Heat leaves a GaN transistor partly through the GaN film, along the axis on which such films are usually grown. A spring model of that film needs a decision: do springs between neighbouring layers suffice, or must they reach farther? The frequencies below, from a density-functional calculation of harmonic vibrations in a static lattice, give one answer for layers that move towards each other and another for layers that slide.

Quantum ESPRESSO 7.5, plane-wave DFT with PBE and PseudoDojo 0.4.1 SR PBE standard pseudopotentials (cutoff 1142.88 eV): harmonic phonons of GaN (P6_3mc) in its relaxed cell, k mesh 4×4×2 shifted along c, q mesh 2×2×2. Branches are numbered by rising frequency at each point of the path Γ–M–K–Γ–A–L–H–A, then L–M, then K–H; distances include the factor 2π.

```
distance (1/Å)  PHONON BRANCH 1, energy from the start of the scan (cm⁻¹)  PHONON BRANCH 3, energy from the start of the scan (cm⁻¹)  PHONON BRANCH 4, energy from the start of the scan (cm⁻¹)  PHONON BRANCH 5, energy from the start of the scan (cm⁻¹)  PHONON BRANCH 6, energy from the start of the scan (cm⁻¹)  PHONON BRANCH 7, energy from the start of the scan (cm⁻¹)  PHONON BRANCH 9, energy from the start of the scan (cm⁻¹)
         0.000                                                       0.00                                                       0.00                                                     136.80                                                      136.8                                                      318.5                                                      501.3                                                      532.0
         0.338                                                      61.50                                                     124.60                                                     150.20                                                      188.6                                                      306.2                                                      509.2                                                      540.1
         0.675                                                     108.90                                                     173.70                                                     225.90                                                      247.8                                                      288.1                                                      529.6                                                      557.8
         1.013                                                     132.40                                                     186.90                                                     228.30                                                      287.7                                                      302.5                                                      537.7                                                      570.6
         1.343                                                     154.70                                                     198.70                                                     225.00                                                      288.8                                                      297.2                                                      546.8                                                      576.0
         1.667                                                     189.80                                                     214.20                                                     250.40                                                      269.1                                                      275.6                                                      567.3                                                      584.5
         1.992                                                     180.10                                                     216.50                                                     238.90                                                      267.4                                                      281.5                                                      560.4                                                      589.4
         2.317                                                     144.00                                                     201.30                                                     232.90                                                      237.9                                                      284.7                                                      536.6                                                      567.6
         2.643                                                      84.00                                                     152.80                                                     164.40                                                      204.7                                                      299.4                                                      514.1                                                      544.8
         2.967                                                      20.60                                                      42.60                                                     138.80                                                      143.3                                                      317.1                                                      502.1                                                      532.8
         3.316                                                      47.50                                                      97.70                                                     132.00                                                      132.0                                                      303.1                                                      524.7                                                      530.5
         3.676                                                     103.80                                                     103.80                                                     103.80                                                      225.0                                                      225.0                                                      526.0                                                      526.0
         3.983                                                     118.40                                                     142.40                                                     142.40                                                      227.0                                                      227.0                                                      530.8                                                      536.3
         4.290                                                     145.50                                                     162.20                                                     162.20                                                      272.4                                                      272.4                                                      542.0                                                      552.4
         4.597                                                     163.50                                                     164.20                                                     164.20                                                      316.4                                                      316.4                                                      552.2                                                      564.4
         4.910                                                     157.00                                                     178.70                                                     178.70                                                      324.5                                                      324.5                                                      555.6                                                      568.2
         5.235                                                     145.30                                                     231.50                                                     231.50                                                      311.7                                                      311.7                                                      560.3                                                      587.6
         5.538                                                     143.70                                                     247.10                                                     247.10                                                      305.5                                                      305.5                                                      560.8                                                      600.0
         5.798                                                     147.40                                                     216.50                                                     216.50                                                      304.3                                                      304.3                                                      557.9                                                      576.1
         6.058                                                     152.70                                                     176.20                                                     176.20                                                      279.4                                                      279.4                                                      549.4                                                      556.1
         6.318                                                     135.00                                                     153.50                                                     153.50                                                      239.2                                                      239.2                                                      536.0                                                      542.6
         6.578                                                     109.20                                                     120.10                                                     120.10                                                      223.9                                                      223.9                                                      527.6                                                      529.8
         6.851                                                     160.30                                                     171.40                                                     174.20                                                      322.4                                                      325.6                                                      550.2                                                      561.4
         7.152                                                     139.70                                                     185.70                                                     209.60                                                      302.1                                                      311.0                                                      540.2                                                      569.2
         7.451                                                     191.60                                                     222.10                                                     256.50                                                      272.2                                                      272.2                                                      572.4                                                      590.5
         7.751                                                     155.00                                                     238.90                                                     255.60                                                      297.7                                                      297.7                                                      563.6                                                      596.2
```

The distance column measures how far the wave vector has moved along its path. The entries are the vibration frequencies themselves, counted from zero in cm⁻¹, although the heads speak of an energy from the start of the scan. In each row the branches are sorted by frequency, so a column can pass from one kind of motion to another.

## Row 0.000: both ends of one chain

This row is Γ, the point of infinite wavelength. GaN is a stack of buckled sheets, each holding gallium and nitrogen, with upright bonds between the sheets. The unit cell contains two sheets, related by a half turn and a shift of half the cell height. For a wave that runs straight up the stack the two are equivalent, so the crystal acts as a chain of identical layers.

Two limiting cases of that chain appear at Γ. If all layers move together, no spring is strained and the frequency is zero, as in Branches 1 and 3. If each layer moves against its neighbours, every spring between neighbours is strained as much as possible. That is the outer end of the chain's spectrum, and the two-layer cell folds it back to Γ: 136.8 cm⁻¹ for sliding layers (Branches 4 and 5) and 318.5 cm⁻¹ for layers moving along the axis (Branch 6).

Between these limits the strain depends on φ, the phase angle between one layer and the next. For rigid layers joined only to their neighbours, Newton's law gives

frequency = outer-end frequency × sin(φ/2).

The outer end has φ = 180°. One known frequency thus fixes the whole curve, and any other row on the axis can be held against it.

## Rows 0.338 to 2.967: across the layers

Here the wave runs within the sheets, out from Γ and back again. Atoms of the same sheet now move out of step and strain the bonds inside it, so the chain of rigid layers does not apply. The dip of Branch 6 to 275.6 cm⁻¹ and its return to 317.1 cm⁻¹ belong to this other geometry and are no failure of the chain.

Between 2.967 and 3.316 the path passes Γ and turns up the axis, and Branch 7 jumps from 502.1 to 524.7 cm⁻¹. This is a known effect in polar crystals. A vibration of gallium against nitrogen along the axis sets up an electric field once the wave also runs along the axis, and the field stiffens it. It moves up past Branch 9, and the next vibration takes its place in the column.

## Row 3.316: the first sign of a break

This row lies 0.40 of the way from Γ to A, the point where the folded branches meet. Since φ is 90° at A, it is 36° here. For sliding layers the chain predicts 42.3 cm⁻¹, while Branch 1 stands at 47.5 cm⁻¹, about 12% above the prediction. For motion along the axis, Branch 3 agrees with the chain to within 1 cm⁻¹.

The row shows the shape of the break but is weak evidence for it. On this line the vibrations were computed directly only at Γ and A, and the values between them are interpolated. The real test is the next row.

## Row 3.676: the break itself

At A each layer is a quarter of a cycle ahead of the next. The sine of 45° is 1/√2, so the sliding motion should have 136.8/√2 = 96.7 cm⁻¹. The table has 103.8 cm⁻¹, which is 7% above the chain. For motion along the axis the same step gives 318.5/√2 = 225.2 cm⁻¹, and the table has 225.0 cm⁻¹.

The simple pattern therefore holds for one motion and breaks for the other. Seen from A, the sliding branch climbs only 33 cm⁻¹ to its outer end, where the chain asks for 40. It is too flat in the outer half of its range.

A first suspicion falls on the assumption of rigid layers, since the light nitrogen may move differently from the gallium. The remedy is a chain of separate gallium and nitrogen planes. With springs between adjacent planes only, the product of the low and the high frequency follows the same sine, whatever the masses and springs. With the high partners from the table, 532.0 cm⁻¹ at the outer end and 526.0 cm⁻¹ at A, the low frequency at A should be 97.8 cm⁻¹, which is still 6 cm⁻¹ too low. Such a chain also keeps the sum of the two squared frequencies fixed, so the high partner should rise towards A as the low one falls. In the table both fall. Forces must therefore also act between planes that are not direct neighbours.

## Why a farther force shows up at A

Picture an additional spring from each layer to the next but one. At the outer end, where neighbours move oppositely, those two layers move together and the extra spring is idle. At A they move exactly against each other and it is strained to the full. The outer-end frequency is therefore blind to this spring, while the frequency at A feels it most.

A modest spring is enough. Spring constants add in the squared frequency, and at A the square for sliding layers lies 1417 cm⁻² above that of the chain. Divided by the outer-end square, 136.8², this is about 0.08, so in the rigid-layer model the extra spring has roughly 8% of the strength of the nearest one. This is an effective figure, since the model ignores the inner motion of the layers. At A the nearest spring works at only half its full effect, so the square rises by about 15% and the frequency by about 7%.

Towards long waves the extra spring gains weight. It spans two layers, so a gentle shear stretches it twice as far as the nearest spring, and its energy counts four times. This is why the relative break is larger at 3.316 than at A. With the extra spring set by the value at A, the model gives 47.7 cm⁻¹ at 3.316. The close match to the table is expected, because the interpolation has nearly the same form.

What carries the force so far is a matter of theory here. Flat sliding branches also occur in silicon and germanium, where each atom has four bonds as in GaN. One explanation lies in the electrons of the bonds: when layers slide, the bonds tilt, their charge shifts, and the shift pushes on bonds farther away. The nearest-layer resistance to sliding is weak, because tilting a bond costs much less than stretching it, so such a force is easily seen.

Motion along the axis strains the upright bonds and also flattens or deepens the buckled sheets, and it meets much stiffer springs. Stiffness alone does not explain the good agreement there, since the deviation is also far smaller in the squared frequency. Nor does the agreement prove that the forces are short. Because the sheets give way, a chain of separate planes with neighbour springs only, set at the outer end, would fall below the rigid-layer value at A. Farther forces would have to make up the difference, but its size cannot be found here, because the high partner of this motion is not in the table. Each verdict rests on a single comparison between two directly computed points, Γ and A, and the effect of the coarse k mesh on a difference of a few cm⁻¹ was not tested.

For the film model the consequence is practical. The sliding vibration computed here at 136.8 cm⁻¹ is of a kind that Raman spectra can show, which makes it a tempting choice for setting the spring. A nearest-layer model set in this way makes long shear waves slower than they are in this calculation, and these waves carry heat. A second-layer spring, set by the frequency at A, raises their speed. Its exact size is not settled here, because the long waves are interpolated from a coarse grid. The printed analysis after this text lists the comparisons for both motions.

## Rows 3.983 to 7.751: pairs that symmetry protects

From 3.983 to 6.578 the path runs over the top face of the zone, where layers two steps apart still move oppositely apart from the phase within the sheets. Branches 3 and 4 coincide in every one of these rows, as they do at A, and so do Branches 5 and 6. The half turn that relates the two sheets, together with the reversal of time, requires such pairs however far the forces reach. Their regularity is thus no evidence for short springs.

The last four rows lie on two new lines that run between this face and the middle plane of the zone, so the steps at 6.851 and 7.451 are changes of path. Branches 3 and 4 now differ, by 2.8 cm⁻¹ at 6.851 and by more in the rows below. Branches 5 and 6 still coincide in the last two rows, where the threefold rotation and the upright glide planes of the crystal, which combine a reflection with a shift of half the cell height, together require the pair.

Printed output of the fit:

```
Transverse at A, rigid-layer chain (1/cm): 96.73
Transverse at A, computed less chain (1/cm): 7.068
Transverse at A, computed less chain (percent of chain): 7.307
Longitudinal at A, rigid-layer chain (1/cm): 225.2
Longitudinal at A, computed less chain (1/cm): -0.2135
Transverse rise from A to outer end, computed (1/cm): 33
Transverse rise from A to outer end, chain (1/cm): 40.07
Transverse at A, chain with separate Ga and N planes (1/cm): 97.84
Transverse at A, computed less chain with separate planes (1/cm): 5.964
Transverse excess at A in squared frequency (1/cm^2): 1417
Longitudinal excess at A in squared frequency (1/cm^2): -96.12
Row 3.316, fraction of the way from Gamma to A: 0.3999
Row 3.316, lower transverse, rigid-layer chain (1/cm): 42.27
Row 3.316, lower transverse, table less chain (1/cm): 5.234
Row 3.316, upper transverse, table less chain (1/cm): 1.893
Row 3.316, lower longitudinal, table less chain (1/cm): -0.7052
Row 3.316, upper longitudinal, table less chain (1/cm): 0.1831
Row 3.316, lower transverse, chain with second-layer term set at A (1/cm): 47.71
```
